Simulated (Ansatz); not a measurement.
# Nearest-neighbour exchange and ordering temperature of fcc Ni under isotropic strain from −4 % to +4 %, PBEsol

Nickel layers in sensors and magnetic contacts work under stress, and a change of bond length alters both the exchange between atoms and the temperature up to which the magnetic order survives. We follow this in ferromagnetic fcc Ni by scaling all lengths alike, which corresponds to hydrostatic pressure or its reverse and not to the in-plane strain of a film on a substrate. The calculations use PBEsol without U. Strain is counted from the unstrained measured cell, and a positive J favours parallel moments. The temperatures come from a classical Heisenberg model built on the calculated couplings. The negative gaps in the table only mark a metal; their size follows from the way the bands are counted and is not used here. The table holds no measured ordering temperature, so the results describe the response to strain within this model.

## Method

One crystal, Ni (fcc, Fm-3m), in a magnetic cell of 1 atom(s), 1 counted as magnetic (Ni), from measured cells of the Crystallography Open Database; atoms are fixed and move with the cell. Ansatz 0.2.0, plane waves with the earlier PAW datasets of its set soft_1, cutoff 420 eV, collinear spins without spin-orbit coupling, Fermi-Dirac smearing of 0.1 eV. The k mesh is 20×20×20 and the sums for the couplings run over 20×20×20. Functional: PBEsol without U. Every run keeps the ferromagnetic pattern of signs of the first run. The couplings are taken at constrained moments: the directions are held and the rest of the density and field relaxes in linear response. Runs that did not converge or carry a known fault are not listed.

Notes on method and selection:

- J is defined by E = -sum over ordered pairs (each pair twice) of J e_i.e_j with unit vectors e, a classical Heisenberg model without biquadratic or multi-spin terms, so J > 0 favours parallel moments and the moment's size is inside J.
- All temperatures are for classical unit spins; for spin S a quantum mean-field treatment is higher by (S+1)/S. Mean field neglects fluctuations and lies above the Tyablikov (random-phase) and Monte Carlo values.
- Other collinear starts were tried in the unstrained cell only, and the strained cells were started ferromagnetic, so the state need not be the true ground state; spin-orbit coupling is left out.
- The mean-field temperature is left blank where it belongs to another wavevector than in the first run.
- Ansatz's own search for a lower self-consistent state was switched off in these runs, so a run may rest in a state that is not the lowest for its pattern of moments.
- The shells shown are the strongest of the first run whose pairs agree within a shell.
- For crystals with 4f or 5f elements only couplings at constrained moments are used, since rigid ones can be several times too large.
- Runs that did not converge, have known faults or may not be shown are not listed, and runs on Ansatz's PAW sets soft_1 and soft_2 are kept to separate tables.

Columns:

- strain (%): isotropic strain (all lengths scaled alike), change of length against the unstrained cell.
- moment (μB): largest spin moment inside an atomic sphere.
- pair length (Å): mean length of the pairs that lie 2.49 Å apart in the first cell.
- gap on mesh (eV): band gap on the run's k mesh by the count of bands (negative: bands overlap, a metal).
- Tyablikov T (K): Tyablikov (random-phase) ordering temperature from the same couplings.
- J at 2.49 Å (meV): mean J of the Ni–Ni pairs that lie 2.49 Å apart in the first cell (12 such neighbours an atom).
- J at 4.32 Å (meV): mean J of the Ni–Ni pairs that lie 4.32 Å apart in the first cell (24 such neighbours an atom).
- mean-field T (K): mean-field ordering temperature, 2/(3 kB) times the largest J(q) over wavevectors and sublattice modes.

Input lines of one member:

```
magnetization:
  spin_polarized: true
kpoints:
  mp_grid: { grid: [20, 20, 20] }
  band_path:
    path:
      - [0.0, 0.0, 0.0]
      - [0.5, 0.0, 0.5]
      - [0.625, 0.25, 0.625]
      - [0.375, 0.375, 0.75]
      - [0.0, 0.0, 0.0]
      - [0.5, 0.5, 0.5]
      - [0.5, 0.25, 0.75]
    npoints: 11
hamiltonian:
  xc: pbesol
  pseudopotentials: { kind: paw, azcp: { folder: soft_1 }, xc_functional: pbe }
scf:
  occupations: { method: fermi_dirac, width: 0.1 }
  lower_state_search: "off"
output:
  write_bands: true
  eigenstates:
    nscf_kmesh: { grid: [20, 20, 20] }
    top_band: c18
    exchange_couplings: { magnetic: [{ species: Ni }] }
```

Command (options for logging and memory left out): `ansatz run input.yaml`

## Data

| member | strain (%) | moment (μB) | pair length (Å) | gap on mesh (eV) | Tyablikov T (K) | J at 2.49 Å (meV) | J at 4.32 Å (meV) | mean-field T (K) | remark |
| --- | --- | --- | --- | --- | --- | --- | --- | --- | --- |
| −4 % | −4 | 0.625 | 2.392 | −9.75 | 500 | 6.106 | 0.4615 | 631.5 | antiferromagnetic starts, tried in the unstrained cell only, lose their moments |
| −2 % | −2 | 0.646 | 2.442 | ? | ? | ? | ? | ? |  |
| −1 % | −1 | 0.655 | 2.467 | −9.10 | 484 | 5.795 | 0.4938 | 599.3 | antiferromagnetic starts, tried in the unstrained cell only, lose their moments |
| +0 % | 0 | 0.664 | 2.492 | −8.90 | 473 | 5.667 | 0.4952 | 584.1 | antiferromagnetic starts, tried in the unstrained cell only, lose their moments |
| +1 % | 1 | 0.674 | 2.517 | −8.71 | 462 | 5.561 | 0.4980 | 570.9 | antiferromagnetic starts, tried in the unstrained cell only, lose their moments |
| +2 % | 2 | 0.684 | 2.542 | −8.53 | 452 | 5.466 | 0.4993 | 558.3 | antiferromagnetic starts, tried in the unstrained cell only, lose their moments |
| +4 % | 4 | 0.704 | 2.591 | −8.20 | 433 | 5.303 | 0.4993 | 536.2 | antiferromagnetic starts, tried in the unstrained cell only, lose their moments |

Cells marked ? are withheld until the estimate has been made.

## Mechanism

Expansion weakens the nearest-neighbour coupling at every step shown. Between −4 % and +4 % it changes by (5.303 − 6.106) / 8 = −0.100 meV per percent of length. The mean-field temperature falls with it, by (536.2 − 631.5) / 8 = −11.9 K per percent, and the Tyablikov temperature also falls throughout.

The moment goes the other way, from 0.625 to 0.704 μB, so a larger moment does not bring a higher ordering temperature here. Two opposing effects can explain this. Longer bonds reduce the overlap of the d orbitals, and with it the hopping that carries the exchange. Narrower d bands also favour a larger spin polarisation, and since J is defined for unit vectors, the growing moment is contained in it and offsets part of the loss.

A simple form for this balance takes hopping between d orbitals as the inverse fifth power of the distance r, assumes that J is linear in this hopping and lets J scale with the square of the moment m: J = 5.667 × (2.492 / r)^5 × (m / 0.664)², in meV, Å and μB. The form is fixed at the unstrained cell. For the other members shown it gives, in meV:

- −4 %: 5.667 × (2.492 / 2.392)^5 × (0.625 / 0.664)² = 6.162
- −1 %: 5.667 × (2.492 / 2.467)^5 × (0.655 / 0.664)² = 5.800
- +1 %: 5.667 × (2.492 / 2.517)^5 × (0.674 / 0.664)² = 5.555
- +2 %: 5.667 × (2.492 / 2.542)^5 × (0.684 / 0.664)² = 5.445
- +4 %: 5.667 × (2.492 / 2.591)^5 × (0.704 / 0.664)² = 5.243

 The root-mean-square miss is about 0.04 meV, against a scatter of about 0.26 meV of the six shown couplings about their mean. The form somewhat exaggerates the response at both ends. Its agreement supports the proposed balance without excluding other mechanisms.

The shell at 4.32 Å behaves differently: its coupling is weakest at −4 % and hardly changes on expansion. With 24 neighbours it adds 24 × 0.4952 = 11.9 meV per atom in the unstrained cell, against 12 × 5.667 = 68.0 meV from the nearest shell. Between −4 % and +4 % its sum changes by 24 × (0.4993 − 0.4615) = 0.9 meV and that of the nearest shell by 12 × (5.303 − 6.106) = −9.6 meV, so of these two shells the nearest governs the response.

The absolute temperatures are less secure than their direction of change. A further evaluation of the couplings in the unstrained cell gives a clearly lower mean-field temperature, and Monte Carlo also lies well below the mean-field value.

## Estimating the withheld member

Plain estimates from the members shown:

- −2 %, straight-line interpolation between −4 % and −1 %: w = (−2 − (−4)) / (−1 − (−4)) = 0.667, so 6.106 + 0.667 × (5.795 − 6.106) = 5.899 meV

The straight line between −4 % and −1 % gives 5.899 meV at −2 %. It ignores the moment and pair length known for this member, so we use the hopping-and-moment form and correct it by its misses at the two neighbours.

With r = 2.442 Å and m = 0.646 μB the form gives 5.667 × (2.492 / 2.442)^5 × (0.646 / 0.664)² = 5.936 meV. It is too high by 6.162 − 6.106 = 0.056 meV at −4 % and by 5.800 − 5.795 = 0.005 meV at −1 %. Linear interpolation of these misses gives 0.005 + (0.056 − 0.005) / 3 = 0.022 meV at −2 %, and the estimate becomes 5.936 − 0.022 = 5.914 meV.

The same route can be tried on two shown members. For +2 %, corrected from +1 % and +4 %, it gives 5.445 + (2 × (5.561 − 5.555) + (5.303 − 5.243)) / 3 = 5.469 meV against the calculated 5.466 meV, while a straight line gives 5.561 + (5.303 − 5.561) / 3 = 5.475 meV. For −1 %, corrected from −4 % and the unstrained cell, it gives 5.800 − (6.162 − 6.106) / 4 = 5.786 meV against 5.795 meV, while a straight line gives 5.667 + (6.106 − 5.667) / 4 = 5.777 meV. The misses of 0.003 and 0.009 meV are smaller than those of the straight line in both cases. Rounding of the tabulated moment alone can shift the result by about 0.009 meV, so we take 0.010 meV as one standard deviation.

**Committed estimate, −2 %: J at 2.49 Å = 5.914 ± 0.010 meV.**

## The answer

| member | strain (%) | moment (μB) | pair length (Å) | gap on mesh (eV) | Tyablikov T (K) | J at 2.49 Å (meV) | J at 4.32 Å (meV) | mean-field T (K) | remark |
| --- | --- | --- | --- | --- | --- | --- | --- | --- | --- |
| −2 % | −2 | 0.646 | 2.442 | −9.31 | 492 | 5.906 | 0.4865 | 611.8 | antiferromagnetic starts, tried in the unstrained cell only, lose their moments |

| member | estimate | J at 2.49 Å (meV) | computed | estimate − computed | miss in error bars |
| --- | --- | --- | --- | --- | --- |
| −2 % | committed | 5.914 | 5.906 | +0.008 | 0.8 |
| −2 % | interpolation | 5.899 | 5.906 | −0.007 |  |

The computed coupling at −2 % is 5.906 meV. Our estimate of 5.914 ± 0.010 meV is 0.008 meV too high and inside its error bar. The straight line, at 5.899 meV, is 0.007 meV too low. The two misses differ in size by only 0.008 − 0.007 = 0.001 meV, less than rounding of the moment can cause, so the tabulated digits cannot rank the two routes. With the moments held in the coupling calculation, which the runs give to more digits, the corrected form comes closer than the line, here and in both trials on shown members. That speaks for it as a way to interpolate, not for the mechanism behind it, because the correction takes up much of the form's own error.

The correction had the right sign, since the computed value does lie above the line, but at 5.914 − 5.899 = 0.015 meV it was about twice the 0.007 meV needed. An excess of this size is within what rounding of the moment can cause.

The uncorrected hopping-and-moment form gives 5.936 meV, 0.030 meV too high. Over the whole range it falls by (5.243 − 6.162) / 8 = −0.115 meV per percent, against the computed −0.100. The loss of overlap and the growth of the moment remain a plausible pair of opposing effects, but the fifth power was an assumption that J is linear in the hopping, and the new value does not confirm it.

## Departures from the trend

No member stands out. A least-squares line through all seven couplings, J = 5.686 − 0.103 × strain in meV with strain in percent, leaves a root-mean-square miss of about 0.02 meV. Its constant is the mean of the couplings, (6.106 + 5.906 + 5.795 + 5.667 + 5.561 + 5.466 + 5.303) / 7 = 5.686 meV, because the strains add up to zero. The largest departures are at +4 %, which lies 5.303 − (5.686 − 0.103 × 4) = 0.029 meV above the line, and at +1 %, which lies 0.022 meV below it.

Their signs fit a curve that flattens on the expanded side: the slope is (5.303 − 5.466) / 2 = −0.082 meV per percent between +2 % and +4 %, against (5.561 − 5.667) / 1 = −0.106 between the unstrained cell and +1 %. A coupling that decays with distance would flatten in this way, but it would then be steepest under compression, and that is not what the table shows.

On the compressed side the slope steepens towards the unstrained cell: (5.906 − 6.106) / 2 = −0.100 meV per percent between −4 % and −2 %, (5.795 − 5.906) / 1 = −0.111 between −2 % and −1 %, and (5.667 − 5.795) / 1 = −0.128 between −1 % and the unstrained cell. Taken as they stand, these values do not follow a decay with distance alone, but the deviations are small and the numerics are not equally good in all cells. The response calculation behind the couplings leaves a clearly larger residual, and needs a larger correction of its kernel, in the three compressed cells than in the others. Both change abruptly between −1 % and the unstrained cell, which is also the steepest step. At a fixed cutoff the plane-wave basis changes with the cell too, its grid can change in jumps, and the k mesh is finite. The bend may therefore be physical or numerical, and these runs do not separate the two.

## Rules of thumb and their limits

Between −4 % and +4 %, compression strengthens the nearest-neighbour exchange and raises the ordering temperature of the model, although the moment shrinks. A missing member between two close neighbours can be interpolated linearly to within about 0.02 meV. The small changes of slope from one step to the next are too uncertain to build a rule on, above all the steep step just below zero strain.

For small strains the Tyablikov temperature changes by (462 − 484) / 2 = −11 K per percent of length, so an isotropic expansion of 0.1 % lowers it by about 1 K.

Two simplifications outweigh the 95 K spread of the mean-field column. Neglect of fluctuations puts the unstrained mean-field value 584.1 − 473 = 111 K above the Tyablikov one. Treating the spins as classical acts the other way: with S ≈ 0.664 / 2 = 0.33, the factor (S + 1) / S would raise the mean-field value about fourfold. So large a factor shows how poorly fixed local spins describe itinerant Ni, whose moments vanish in the antiferromagnetic starts.

[Logs are printed without paths, hosts, clocks, repeated set-up lines and the standing remarks that a program may print on its own settings, such as how far it seeks lower states.]
